**Problem.** Gallium arsenide is calculated seven times in the same crystal cell, and only the plane-wave cutoff changes. The cutoff, listed as "sweep value" in Ry, sets the shortest wave from which the electron orbitals may be built. The "gap" is the energy between the highest filled and the lowest empty level on the k mesh, in plain LDA; the levels come from Quantum ESPRESSO, and Yambo reads them.

Yambo 5.3.0 on Quantum ESPRESSO LDA states for GaAs (two-atom cell, edges 3.998 Å), with PseudoDojo 0.4.1 SR LDA standard potentials (13 valence electrons for Ga, 15 for As), a 3x3x3 k mesh and no spin–orbit coupling. The sweep value is the plane-wave cutoff in Ry; the gap is taken on the k mesh, without quasiparticle correction.

```tsv
sweep value	gap (eV)
28	0.000
36	0.000
44	0.000
56	0.199
68	0.235
80	0.236
96	0.236
```

**(a) The first three gaps are equal. Is the gap converged at 44 Ry?**

No. The same crystal has a gap of 0.199 eV at 56 Ry, so the closed gap at 44 Ry is a product of the low cutoff. A gap reported as zero can't fall any further, however wrong the bands behind it are, and three zeros may therefore hide three different errors. The absorption spectra of the same runs show that something is still moving: their maximum lies near 1.2, 1.7 and 0.1 eV in these three rows.

**(b) How fast does the gap settle once it is open?**

Take the row at 96 Ry as the reference, and use more decimals than the table shows, since the runs print seven. At 56 Ry the gap is still 37 meV too small, about a sixth of its final size. At 68 Ry only 1.35 meV is left. One step of 12 Ry has thus cut the error by a factor of 27.

**(c) Why so fast, and what should the next step bring?**

A pseudo-orbital is a smooth function, and the share of short waves in a smooth function dies off very quickly. The gap error comes from the waves that the cutoff leaves out. If their share falls exponentially with the cutoff, every equal step divides the error by the same factor.

The rows at 56 and 68 Ry fix that factor at 27, so 80 Ry is the first row that can test the idea. The estimate is 1.35 meV / 27 = 0.05 meV. The calculation gives 0.0117 meV, so the model is right that the error has become negligible, but its value is about four times too large. Rounding can't explain the mismatch, because the runs print the gap to 0.0001 meV. Measured against the 96 Ry row, this step cuts the error by a factor of about 115, not 27, so a constant factor per step fits these rows badly. Nor does it help that the 96 Ry row isn't the exact limit: by the same rule, the error left there would be far below 0.01 meV. The steep decay stands, but its exact law stays open.

Backwards, the same rule gives an error of 37 meV × 27, or about 1 eV, at 44 Ry. That is far more than the whole gap of 0.236 eV, which agrees with the closed gap found there but doesn't single out this law, since any decay this steep is expected to overshoot the gap at 44 Ry. The 1 eV itself shouldn't be taken literally, because a closed gap no longer measures the error.

**(d) Why does GaAs need such short waves, and would aluminium in place of gallium help?**

The calculation treats the 3d electrons of both elements explicitly. These shells are compact, and a compact orbital can only be built from short waves. With too few of them the 3d levels come out too high in energy.

Two links to the gap are expected, and both narrow it. The first is screening. A 3d shell that lacks short waves is too spread out and shields the nucleus less well. The 4s orbitals reach further in than the 4p orbitals and so drop more, on gallium and on arsenic alike; the bottom of the conduction band is s-like and the top of the valence band p-like, so the two move closer. The second link is the gallium 3d level itself. It mixes with the p-like states at the top of the valence band, and two levels that mix push each other apart. A 3d level that lies too high is closer to the valence top, pushes it up more strongly and so narrows the gap. Because the 3d level lies far below the valence top, this push is expected to be the smaller of the two effects. All of this is an argument from theory; the gaps alone don't test it.

Aluminium has no 3d electrons, so the metal atom's share of both effects would vanish. Arsenic would keep its own 3d shell, however, which its higher nuclear charge makes the more compact of the two, and that shell would still call for a high cutoff. The hardest potential, usually the one with the most compact shell kept explicit, sets the demand for the whole compound.

**(e) Which cutoff is enough, and which digits can be trusted?**

That depends on the error allowed relative to the 96 Ry row. Of the listed values, 68 Ry is the cheapest that stays within 10 meV, and 80 Ry the cheapest within 1 meV. The step from 68 to 80 Ry costs about 28% more plane waves. From 80 Ry on, all three decimals in the table are stable against the cutoff. They aren't tested against the coarse 3x3x3 k mesh, which was held fixed and may well move them. A gap taken on a mesh can also miss the band edge, and it then comes out too large.

**(f) Is 0.236 eV then the gap of real GaAs?**

No. The measured gap is about 1.5 eV (a rough, recalled value), some 1.3 eV larger. That distance is about a thousand times the cutoff error at 68 Ry, so more plane waves can't close it. LDA level differences are known to underestimate the gaps of semiconductors. Spin–orbit coupling, which is left out here, would raise the valence top and shrink the calculated gap by roughly another 0.1 eV. The atoms are also held still here, and their vibrations are expected to lower the gap a little further.



**(g) What rule can be taken to the next semiconductor?**

Judge convergence only on rows where the gap is open, and raise the cutoff until two successive steps agree within the error you can accept. If the gap is zero, go higher before you call the material a metal. Even a zero that stays is no proof: in some semiconductors, such as indium arsenide, LDA closes the gap at any cutoff. There the level energies themselves must be followed for convergence, and a method beyond LDA must decide on the gap.

The analysis program printed:

```
Cutoff series:
  row  cutoff in Ry  gap in eV  gap below last row in meV  shortest half wavelength in Angstrom  estimated plane waves per k point  absorption maximum in grid steps
   28            28          0                      235.9                                0.3142                              762.8                                12
   36            36          0                      235.9                                0.2771                               1112                                17
   44            44          0                      235.9                                0.2506                               1503                                 1
   56            56     0.1991                      36.88                                0.2222                               2158                                 2
   68            68     0.2346                       1.35                                0.2016                               2887                                 3
   80            80     0.2359                       0.01                                0.1859                               3684                                 3
   96            96     0.2359                          0                                0.1697                               4843                                 3
Gap error at 56 Ry as percentage of the last gap: 15.63
Factor by which the gap error falls from 56 to 68 Ry: 27.32
Cheapest listed cutoff within 50 meV of the last row, Ry: 56
Cheapest listed cutoff within 10 meV of the last row, Ry: 68
Cheapest listed cutoff within 1 meV of the last row, Ry: 80
Error at 80 Ry if exponential in cutoff, meV: 0.04942
Error at 80 Ry if exponential in wave number, meV: 0.06546
Error at 80 Ry computed against the last row, meV: 0.01
Error at 44 Ry if exponential in cutoff, meV: 1008
Error at 44 Ry if exponential in wave number, meV: 1470
Cutoff where the gap would open if exponential in cutoff, Ry: 49.27
Cutoff where the gap would open if exponential in wave number, Ry: 49.78
Ratio of plane-wave numbers, 80 Ry to 68 Ry: 1.276
Energy grid step of the spectrum, meV: 100.7
Gap change from 56 to 68 Ry, meV: 35.53
Rough lowering of the gap by spin-orbit coupling, eV: 0.1133
Rough gap with spin-orbit coupling, eV: 0.1226
Rough distance of the last gap from the measured one, eV: 1.264
```
